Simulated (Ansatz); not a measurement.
## A series in volume scale on YAu

Results calculated with Ansatz 0.2.0, not measured. Free energy against uniform scaling of the volume at fixed shape and fractions; periodic cell, basis, potentials, k mesh and filling as listed.

The cell before it is scaled or strained (space group Pm-3m, No. 221):
```
YAu
1.0
      3.5590     0.0000     0.0000
      0.0000     3.5590     0.0000
      0.0000     0.0000     3.5590
Y Au
1 1
Direct
  0.50000 0.50000 0.50000
  0.00000 0.00000 0.00000
```

Settings of every row: functional PBEsol; dispersion none; potentials all-electron LAPW; k mesh 8x8x8; k shift 0x0x0; occupations gaussian; smearing width 0.1 eV; spin none.

Limits: coarse k mesh, up to 40 meV an atom off; no spin-orbit coupling, which can matter with elements this heavy.

```csv
row,volume scale,V (Å³/atom),energy above lowest point (meV/atom)
1,0.94,21.188,18.1
2,0.96,21.638,5.9
3,0.98,22.089,0.1
4,1,22.54,0
5,1.02,22.991,?
6,1.04,23.442,14.7
7,1.06,23.892,28.6
```

Question: what energy above lowest point should row 5 give?

Worked fit of energy above lowest point. Take u = (V_r/V)^(2/3) − 1 with V_r = 22.314 Å³ an atom, which is twice the finite (Eulerian) strain; such expansions in the strain, on which the Birch-Murnaghan equation of state is built, carry the rest volume and the bulk modulus. The shown rows have u = 0.03512, 0.02072, 0.00678, -0.0067, -0.03234, -0.04453. Least squares give energy above lowest point = −0.64 + 8.4 × u + 14938 × u² meV/atom; a straight line predicts inner rows, each left out in turn, worse (root mean square 9.3 against 0.041 meV/atom). All shown rows lie on it to the printed digit. Its lowest point lies at u = -0.0003, or V = 22.32 Å³ an atom, and the curvature there gives the bulk modulus at fixed shape and fractions, B = (4/9)(1 + u)² E″(u)/V = 95.2 GPa. The withheld row has u = -0.01973, so the fit gives −0.64 + 8.4 × (-0.01973) + 14938 × (-0.01973)² = 5.0 meV/atom.

The calculation gave 5.1 meV/atom. The fit lies 0.1 meV/atom (2 % of the value, 0.35 % of the column's range) below it, one unit of the last digit.
